Problem. α-Fe is body-centred cubic. Compiled values at 300 K (Sha 2006) are C11 = 232.2 GPa, C12 = 135.6 GPa and C44 = 117 GPa. With 1 eV/Å³ = 160.22 GPa these are 1.449, 0.846 and 0.730 eV/Å³. Also compiled are the linear expansion α = 11.8×10⁻⁶ /K at 293 K (Kaye and Laby Online) and the bulk modulus 173 GPa at 4 K (Sha 2006). Use a typical lattice parameter a = 2.87 Å with two atoms per cell, and an assumed heat capacity c_p = 3k_B per atom. The polycrystal is dense, linearly elastic and bonded at its boundaries, all grain orientations are equally likely, and each grain is treated as cubic with its magnetic domains held fixed.

(a) Reduce the elastic tensor under rotations and count the cubic constants.
(b) Split off the Cauchy-violating part.
(c) Find the Voigt and Reuss bounds on K, G and E.
(d) Bound the energy per atom at a shear γ = 2ε_12 = 10⁻³.
(e) Decide which results depend on whether the constants are adiabatic or isothermal.
(f) Repeat (c) for K and G of silicon with the typical constants C11 = 166, C12 = 64, C44 = 80 GPa.

Conventions: σ_ij = C_ijkl ε_kl with tensor strain and summed indices. On cube axes C11 = C_1111, C12 = C_1122, C44 = C_2323. D_l is the rotation representation of dimension 2l + 1, V = D1, and [X²] is the symmetric square. Arithmetic is done on the GPa values and results are converted.

Student: I count 21 constants from a symmetric 6×6 matrix, and I don't see what group theory adds.

Lecturer: It tells you which combinations survive when the grains point everywhere. Strain is symmetric, so it spans [V²] = D0 + D2, a dilatation and five shears. The energy is a quadratic form in strain, so C lies in the symmetric square of that. Expand it: [D0²] + D0×D2 + [D2²]. The product D2×D2 holds l = 0 to 4, and the even l are the symmetric ones. Hence

[[V²]²] = D0 + D2 + (D0 + D2 + D4) = 2 D0 + 2 D2 + D4,

with dimension 2 + 10 + 9 = 21. The rank is even, so every piece is even under inversion and the rotation group suffices.

Student: And three constants for iron?

Lecturer: Average the characters over the 24 rotations of the cube: the identity, eight through 120°, nine through 180°, six through 90°. For D2 the characters are 5, −1, 1, −1, and (5 − 8 + 9 − 6)/24 = 0. For D4 they are 9, 0, 1, 1, and (9 + 0 + 9 + 6)/24 = 1. Two scalars and one l = 4 amplitude make three.

Student: The chapter splits 21 as 15 + 6. That looks like a second, unrelated decomposition.

Lecturer: It uses index permutations, which commute with rotations, so the two fit together. Take the totally symmetric part T_ijkl = (C_ijkl + C_iklj + C_iljk)/3. It is equivalent to a quartic polynomial, and quartics are r⁴, r² times an l = 2 harmonic, or an l = 4 harmonic. So T spans D0 + D2 + D4, 15 components. The rest, N = C − T, must be D0 + D2, 6 components, which is a symmetric second-rank tensor. Explicitly it is Q_mn = ½ e_mik e_njl C_ijkl with e the Levi-Civita symbol. It vanishes on T because e is antisymmetric in i and k. For example Q_33 = C_1122 − C_1212, and the trace is Q_mm = ½(C_iijj − C_ijij).

Student: Why attach Cauchy's name to it?

Lecturer: Suppose atoms interact by a central pair potential φ(r) and each atom is an inversion centre, so that no internal shifts accompany the strain. A Lagrangian strain η turns r² into r² + 2η_ij x_i x_j. Two derivatives of the energy per atom, ½Σφ, give

C_ijkl = (1/2Ω) Σ (φ″/r² − φ′/r³) x_i x_j x_k x_l,

with Ω the volume per atom, and at zero stress these are the stress-strain constants. The sum is totally symmetric, so Q = 0, which is the six Cauchy relations. In a cubic crystal Q_mn = P δ_mn with

P = C12 − C44 = 18.6 GPa = 0.116 eV/Å³.

In components, T_1111 = C11 and T_1122 = T_1212 = (C12 + 2C44)/3 = 123.2 GPa, while N_1122 = 2P/3 = 12.4 GPa and N_1212 = −P/3 = −6.2 GPa. Atoms in bcc iron are inversion centres, so a static pair model at zero stress cannot produce this P.

Student: Then I would guess that one scalar is K and the other is G, one from T and one from N.

Lecturer: Two scalars, yes, but that pairing is wrong. Average C over all rotations. The D2 and D4 pieces average to zero. What is left commutes with rotations on the strain space D0 + D2, so by Schur's lemma it is a number 3K_V on D0 and a number 2G_V on D2. Both follow from invariants, which averaging does not change. The unit dilatation δ_ij/√3 gives 3K_V = C_iijj/3, and the trace over all six strains gives 3K_V + 10G_V = C_ijij. Therefore

K_V = C_iijj/9, G_V = (3C_ijij − C_iijj)/30.

Put in the numbers.

Student: C_iijj = 3C11 + 6C12 = 1510.2 GPa = 9.426 eV/Å³, and C_ijij = 3C11 + 6C44 = 1398.6 GPa = 8.729 eV/Å³. So K_V = 167.8 GPa = 1.047 eV/Å³, and G_V = 2685.6 GPa/30 = 89.5 GPa = 0.559 eV/Å³.

Lecturer: Now the other basis. The scalar of T is T_iijj = (C_iijj + 2C_ijij)/3 = 1435.8 GPa. For an isotropic tensor with Lamé constants λ and μ = G one has C_iijj = 9λ + 6μ and C_ijij = 3λ + 12μ. Then T_iijj = 5L with L = λ + 2μ, and Q_mm/3 = λ − μ. So L = 287.2 GPa = 1.792 eV/Å³, λ_V − G_V = P, and

G_V = (L − P)/3, K_V = (5L + 4P)/9.

Both moduli mix both scalars. T alone would give K = 159.5 GPa and G = 95.7 GPa, the ratio G/K = 3/5 of a Cauchy solid. The part N raises K_V by 8.3 GPa and lowers G_V by 6.2 GPa.

Student: Where did the anisotropy go?

Lecturer: Into D4, which sits wholly inside T. Let H = C11 − C12 − 2C44 = −137.4 GPa = −0.858 eV/Å³. With λ_V = K_V − 2G_V/3 = 108.1 GPa you find C11 − L = 2H/5 = −55.0 GPa and C12 − λ_V = C44 − G_V = −H/5 = 27.5 GPa. As a test, the longitudinal stiffness along a unit vector n is C12 + 2C44 + H(n1⁴ + n2⁴ + n3⁴). The quartic sum averages to 3/5 over the sphere, which returns L.

Student: Here is my real objection. You averaged a tensor. A bar of iron does not average tensors, its grains push on one another.

Lecturer: Correct, and that is why G_V is a bound and not the modulus. Impose a mean strain ε̄ through boundary displacements. The true field minimises the energy among compatible fields, and its energy density defines the effective tensor as ½ ε̄:C*:ε̄. The uniform field ε = ε̄ is compatible, and its energy density is ½ ε̄:⟨C⟩:ε̄. So ε̄:C*:ε̄ ≤ ε̄:⟨C⟩:ε̄ for every ε̄. If the aggregate is isotropic, a dilatation gives K* ≤ K_V and a shear gives G* ≤ G_V. The uniform field is generally not the true one, since its tractions jump across boundaries. This argument is Hill's, from 1952.

Student: And from below?

Lecturer: Use the complementary energy with a uniform stress, which is in equilibrium everywhere. It bounds the effective compliance from above by ⟨s⟩, where s is the inverse of C on symmetric tensors. The compliance has the same symmetry, and its isotropic eigenvalues are 1/(3K) and 1/(2G). The same two contractions give

1/K_R = s_iijj, 1/G_R = (6s_ijij − 2s_iijj)/15.

For a cubic crystal there is a shortcut. The six strains reduce to A1g + Eg + T2g, so C has the eigenvalues C11 + 2C12 = 503.4 GPa once, 2C′ = C11 − C12 = 96.6 GPa twice and 2C44 = 234 GPa three times. The five shears carry C′ = 48.3 GPa = 0.301 eV/Å³ with weight 2/5 and C44 with weight 3/5.

Student: So Voigt is the arithmetic mean, (2C′ + 3C44)/5 = 89.5 GPa again, and Reuss is the harmonic mean: 1/G_R = 0.4/(48.3 GPa) + 0.6/(117 GPa) = (8.282 + 5.128)×10⁻³ /GPa = 13.410×10⁻³ /GPa. That gives G_R = 74.6 GPa = 0.465 eV/Å³. But K_R = (503.4 GPa)/3 equals K_V. Calling that a bound seems empty.

Lecturer: The bounds meet, so K* = 167.8 GPa without any averaging rule. A uniform dilatation produces the same pressure in every cubic grain, so that field is compatible and in equilibrium at once. For shear, multiply the two means. With the Zener ratio A = C44/C′ = 2.42,

G_V/G_R = (2 + 3A)(2A + 3)/(25A) = 1 + 6(A − 1)²/(25A) = 1.20.

The gap is 14.9 GPa, and it closes only at A = 1, which is H = 0. Since 1/E = 1/(3G) + 1/(9K) falls as G rises, Young's modulus lies between 195 GPa = 1.216 eV/Å³ and 228 GPa = 1.423 eV/Å³.

Student: A factor of 1.20 is a wide window. People quote the midpoint.

Lecturer: The Hill mean is 82.0 GPa = 0.512 eV/Å³. All the two bounds prove is that G* is within 7.5 GPa of it. Narrower statements need information on grain shapes and correlations, which we were not given. Watch the figures too. C44 is listed to 1 GPa, and a rounding of 0.5 GPa moves G_V by 0.3 GPa and G_R by 0.1 GPa, so the decimals on the shear moduli are uncertain by that much from rounding alone.

Student: Part (d). The volume per atom is Ω = a³/2 = 11.82 Å³ and the energy is ½Gγ²Ω. Voigt gives ½ × 0.559 eV/Å³ × 10⁻⁶ × 11.82 Å³ = 3.30 μeV per atom, and Reuss with 0.465 eV/Å³ gives 2.75 μeV per atom.

Lecturer: Those are the model's numbers, since Ω rests on a typical lattice parameter. Note that the strain is what is fixed. At fixed stress τ the energy density is τ²/(2G) and the order reverses.

Student: Part (e) worries me. The listing doesn't say whether the constants are adiabatic or isothermal, and the bound is an energy argument.

Lecturer: The argument holds for either set, used consistently. Thermodynamics relates the compliances at temperature Θ by s(iso)_ijkl − s(ad)_ijkl = Θ α_ij α_kl Ω/c_p. In a cubic crystal α_ij = α δ_ij, so only the A1g eigenvalue changes. Contracting,

1/K(iso) − 1/K(ad) = 9α²ΘΩ/c_p = 3α²ΘΩ/k_B.

With Θ = 300 K, the 293 K value of α and k_B = 8.617×10⁻⁵ eV/K, this is 0.0172 Å³/eV. Multiplied by K = 1.047 eV/Å³ it is 0.018, a shift of about 3 GPa in this estimate with an assumed c_p.

Student: So C′ and C44 stay, and with them G_V, G_R, A and H.

Lecturer: Yes. C11 and C12 both move by the shift in K, and so does P. If the list is adiabatic, the isothermal P is about 16 GPa instead of 18.6 GPa. The sign of the Cauchy violation survives and its second figure does not. Remember also that the relation Q = 0 was derived for a static lattice, so vibrations contribute to P at 300 K.

Student: Can I test K against the 173 GPa in the statement?

Lecturer: Only loosely. Ours is lower by 5.2 GPa, or 3.0 per cent, but that entry is for 4 K. The sign is what softening on warming leads one to expect, and the size is comparable with the adiabatic shift we just estimated. It does not test the averaging.

Student: Silicon. K = 98 GPa = 0.61 eV/Å³, A = 1.57, G_V = 68 GPa = 0.43 eV/Å³ and G_R = 65 GPa = 0.41 eV/Å³, a ratio of 1.05. Here P = −16 GPa = −0.10 eV/Å³. Does that prove non-central forces?

Lecturer: Not by our theorem. In the diamond structure the inversion centres are between atoms and not on them, so shear shifts the two sublattices and the derivation fails at that premise. These are again the model's numbers, from typical inputs. One more caution matters for a deposited polysilicon film or a rolled iron sheet. If the grains are textured, the D4 part no longer averages out. The Voigt tensor then contains H times the l = 4 moments of the orientation distribution and no other moments, because a cubic C holds only l = 0 and l = 4. K is untouched, and ε̄:C*:ε̄ ≤ ε̄:⟨C⟩:ε̄ still holds with the textured average.

Student: Then for the untextured iron at 300 K: K* = 167.8 GPa = 1.047 eV/Å³, and G* lies between 74.6 and 89.5 GPa, that is between 0.465 and 0.559 eV/Å³.